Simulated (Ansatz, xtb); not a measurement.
## Loss of HCl: C2H2Cl2F2 → C2HClF2 + HCl

Species: C2H2Cl2F2 (1,1-dichloro-2,2-difluoroethane) `FC(F)C(Cl)Cl`, singlet; C2HClF2 `FC(F)=CCl`, singlet; HCl, singlet. 

Shapes, held fixed at every level: PBE0-D4/def2-TZVP. Flexible molecules stand in one conformer, not always the lowest. Programs: Ansatz 0.2.0, xtb 6.7.1, xtb 6.7.1 later snapshot. The zero-point and thermal change to 298 K, harmonic and unscaled (PBE0-D4/def2-TZVP), is -15.1 kJ/mol.

```csv
level,kind,ΔH(298 K) (kJ/mol),less CCSD(T)/CBS estimate
GFN2-xTB,semi-empirical,+74.9,-4.6
HF/def2-SVP,Hartree–Fock,+65.5,-14.0
B3LYP-D4/def2-TZVPP,global hybrid,+65.1,-14.4
BHLYP-D4/def2-TZVPP,global hybrid,+78.1,-1.4
wB97X-V/def2-TZVPP,range-separated hybrid,+85.1,+5.6
MP2/def2-SVP,perturbation theory,+80.0,+0.5
MP2/def2-TZVPP,perturbation theory,+83.1,+3.6
CCSD/def2-TZVPP,coupled cluster or CI,+72.8,-6.7
CCSD(T)/CBS estimate,coupled cluster or CI,+79.5,0.0
```

The highest level, CCSD(T)/CBS estimate, gives ΔH(298 K) = +79.5 kJ/mol; the levels span +65.1 to +85.1. The column of differences is taken from that level and isn't an error. No measured value is set beside it here. The CBS estimate extrapolates MP2 from def2-TZVPP and def2-QZVPP and adds CCSD(T) − MP2 in the triple-zeta set, cores frozen.

Elimination of HCl is endothermic at every level, with the coupled-cluster estimate at +79.5 kJ/mol. The new C=C π bond and the strong H–Cl bond don't repay the cost of breaking the C–H and C–Cl σ bonds. The vibrational and thermal term of -15.1 kJ/mol offsets part of this, mainly because the C–H bending modes lost from the reactant have no counterpart in diatomic HCl.

In the same small basis, MP2 gives a clearly larger reaction enthalpy than Hartree–Fock, so correlation favours the intact ethane. This probably reflects attraction among its closely packed bonds and halogens, which is partly lost on separation; an incomplete account of it at medium range may also contribute to the low B3LYP value. The near-agreement of small-basis MP2 with the reference looks fortuitous, since the larger basis moves it away. The endothermic sign is therefore secure, but it doesn't rule out elimination on heating, where the entropy gained by forming two molecules favours the products. The kinetic barrier remains a separate question.
